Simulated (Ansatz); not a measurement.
## Ligand exchange: C2H8N2 + C3H9BO → C2H7NO + C3H10BN

Species: C2H8N2 (ethylenediamine) `NCCN`, singlet; C3H9BO `CC(C)BO`, singlet; C2H7NO (ethanolamine) `NCCO`, singlet; C3H10BN `CC(C)BN`, singlet. The partners trade NH2 for OH: C–NH2 and B–OH bonds give way to C–OH and B–NH2.

Shapes, held fixed at every level: PBE0-D4/def2-TZVP. Flexible molecules stand in one conformer, not always the lowest. Programs: Ansatz 0.2.0. The zero-point and thermal change to 298 K, harmonic and unscaled (PBE0-D4/def2-TZVP), is -0.1 kJ/mol.

```csv
level,kind,ΔH(298 K) (kJ/mol),less CCSD(T)/CBS estimate,CPU time (sum over the molecules)
B3LYP-D4/def2-TZVPP,global hybrid,+6.7,-2.9,85 s
BHLYP-D4/def2-TZVPP,global hybrid,+6.8,-2.8,56 s
r2SCAN0-D4/def2-TZVPP,global hybrid,+7.4,-2.2,80 s
CCSD(T)/def2-SVP,coupled cluster or CI,+11.9,+2.3,1.8 min
CCSD/def2-SVP,coupled cluster or CI,+11.5,+1.9,–
CCSD(T)/def2-TZVPP,coupled cluster or CI,+9.5,-0.1,56 min
CCSD(T)/CBS estimate,coupled cluster or CI,+9.6,0.0,63 min
```

The highest level, CCSD(T)/CBS estimate, gives ΔH(298 K) = +9.6 kJ/mol; the levels span +6.7 to +11.9. The column of differences is taken from that level and isn't an error. No measured value is set beside it here. The CBS estimate extrapolates MP2 from def2-TZVPP and def2-QZVPP and adds CCSD(T) − MP2 in the triple-zeta set, cores frozen. Times are processor times on shared x86 and Arm servers, and rough.

The exchange is modestly endothermic at every level, so boron holds on to OH, and carbon to NH2, in the pairing of the reactants. Oxygen's higher electronegativity strengthens its bonds to both partners, but the gain is larger at the more electropositive boron, where the σ bond is more polar. Both ligands also donate a lone pair into boron's empty p orbital. Nitrogen is the better π donor, which offsets part of oxygen's advantage and helps explain why the balance is so small.

The zero-point and thermal change is almost nil, so the preference is electronic. In the small basis, triples barely alter the coupled-cluster result, whereas enlarging the basis to triple-zeta lowers it by more. The three hybrids all fall below the highest level, and B3LYP and BHLYP nearly coincide despite their very different shares of exact exchange, so that share alone probably doesn't explain the offset. Any internal hydrogen bonding that differs between ethylenediamine and ethanolamine would also enter the enthalpy, which therefore isn't a pure difference of bond strengths.
